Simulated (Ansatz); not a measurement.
**Calibrating PBE0-D4/def2-TZVPP on molecular compounds of Sb**

The vertical ionisation energy (cation less neutral) in eV of 6 molecular compounds of Sb: x at PBE0-D4/def2-TZVPP, y at CCSD(T)/def2-TZVPP. Shapes, held fixed at every level: PBE0-D4/def2-TZVP. Flexible molecules stand in one conformer, not always the lowest. Programs: Ansatz 0.2.0.

```
                                molecule  x (eV)  y (eV)
C2H9O2SbSi (SMILES C[O][Sb]([SiH3])[O]C)    8.56    8.66
                              Sb(SiH3)2F    9.05       ?
                             SiH3(SbCl2)    9.16    9.22
                               SbH2(CH3)    9.23    9.28
                              SiH3(SbH2)    9.28    9.29
              SbH2Cl (SMILES [Cl][SbH2])    9.89    9.98
```

Problem. Fit y = c + s·x to the known rows and predict y for Sb(SiH3)2F.

Solution. 
1. Means of the 5 rows: x = 9.2240, y = 9.286.
2. Σ(Δx)² = 0.89172, Σ(Δx·Δy) = 0.88228, so the slope is 0.88228/0.89172 = 0.98941.
3. Intercept: 9.286 − (0.98941) × 9.2240 = 0.160. The largest residual of the fit is 0.051.
4. Sb(SiH3)2F: 0.160 + 0.98941 × 9.05 = 9.11 eV.

CCSD(T)/def2-TZVPP gives 9.11 eV, so the prediction is off by 0.00 eV: they agree to the digits shown. Uncorrected, PBE0-D4/def2-TZVPP misses it by -0.06 eV, and the other rows by 0.06 on average. The line removes about 100 % of this miss. Left out in turn, the other rows are missed by 0.06 eV on average, hardly better than no correction. Cations run unrestricted. For atoms past krypton def2 sets carry core potentials with scalar relativity. Outer-core shells of Sb are correlated, in sets that cover them unevenly.

PBE0 lies below CCSD(T) for every molecule, probably because it balances exchange and correlation differently in cation and neutral. With a slope close to one, the fit is mostly a constant upward shift. The near-exact hit for Sb(SiH3)2F therefore reflects an error close to the average, not a resolved dependence on ionisation energy. The offset is largest at the two ends of the range and almost vanishes for SiH3(SbH2), a pattern no straight line can reproduce.

Electronegativity alone does not order the energies. SbH2Cl is the hardest to ionise, yet SiH3(SbCl2) lies slightly below SiH3(SbH2) at both levels, and the dimethoxy compound is lowest despite its electronegative oxygens. This suggests that filled-shell repulsion between halogen or oxygen lone pairs and the antimony lone pair, which is mixed with the relatively high-lying Sb–Si bond, offsets inductive stabilisation. Total-energy differences alone cannot confirm that the hole has this character.
